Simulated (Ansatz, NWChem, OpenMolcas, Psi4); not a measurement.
# How methods differ on CH6Si (methylsilane)

CH6Si has 8 atoms, charge 0, and is taken as a singlet. As SMILES, `C[SiH3]`. The shape is that of a PBE0-D4/def2-TZVP optimisation.

```xyz
8

C    -0.1815    0.2397   -0.9403
Si    0.1624   -0.2145    0.8415
H    -1.2405    0.1125   -1.1756
H     0.3955   -0.3914   -1.6198
H     0.0866    1.2807   -1.1339
H    -0.6250    0.6462    1.7654
H     1.6056   -0.0400    1.1599
H    -0.2031   -1.6332    1.1028
```

Each level gives the energy change with the C1–Si2 bond stretched from 1.871 to 3.367 Å (eV). The values are calculated.

```
                                                          level                   kind     program  value (eV)  CPU time (all runs)
                                     PBE/def2-TZVP (restricted)                    GGA      Ansatz        3.66                 11 s
                                  revPBE/def2-TZVP (restricted)                    GGA      Ansatz        3.55                 11 s
                                   B3LYP/def2-TZVP (restricted)          global hybrid      Ansatz        3.84                 12 s
                                  B2PLYP/def2-TZVP (restricted)          double hybrid  OpenMolcas        3.96                 66 s
B2PLYP/def2-TZVP (density fitting for correlation) (restricted)          double hybrid        Psi4        3.96                 56 s
                                PBE-QIDH/def2-TZVP (restricted)          double hybrid      Ansatz        4.35                 16 s
                                     MP2/def2-TZVP (restricted)    perturbation theory      NWChem        4.20              2.3 min
                                 BCCD(T)/def2-TZVP (restricted)  coupled cluster or CI      Ansatz        3.70                 46 s
```

The first shape isn't each level's own minimum. The values span 3.55 to 4.35 eV. CPU times are rough (shared hosts, several kinds of processor and program).

Stretching the Si–C bond costs least with the two GGAs and most with PBE-QIDH, while BCCD(T), at 3.70 eV, lies close to PBE. Among the density functionals, the cost rises with the share of exact exchange. As the σ and σ* orbitals approach each other in energy, a closed-shell determinant keeps too much ionic character, and exact exchange exposes the missing left–right correlation that semilocal exchange partly mimics. Second-order correlation recovers only part of this at the stretched distance, which probably explains the high values from MP2 and PBE-QIDH. MP2 falls below PBE-QIDH despite its full exact exchange, plausibly because its perturbative correlation is not scaled down.

The closeness of PBE to BCCD(T) therefore suggests error cancellation rather than a better description of bond breaking. Perturbative triples can themselves overcorrect when a bond is stretched, so BCCD(T) is a useful comparison here but not a definitive reference. None of these energies is a bond dissociation energy, which would require separated, relaxed methyl and silyl radicals.
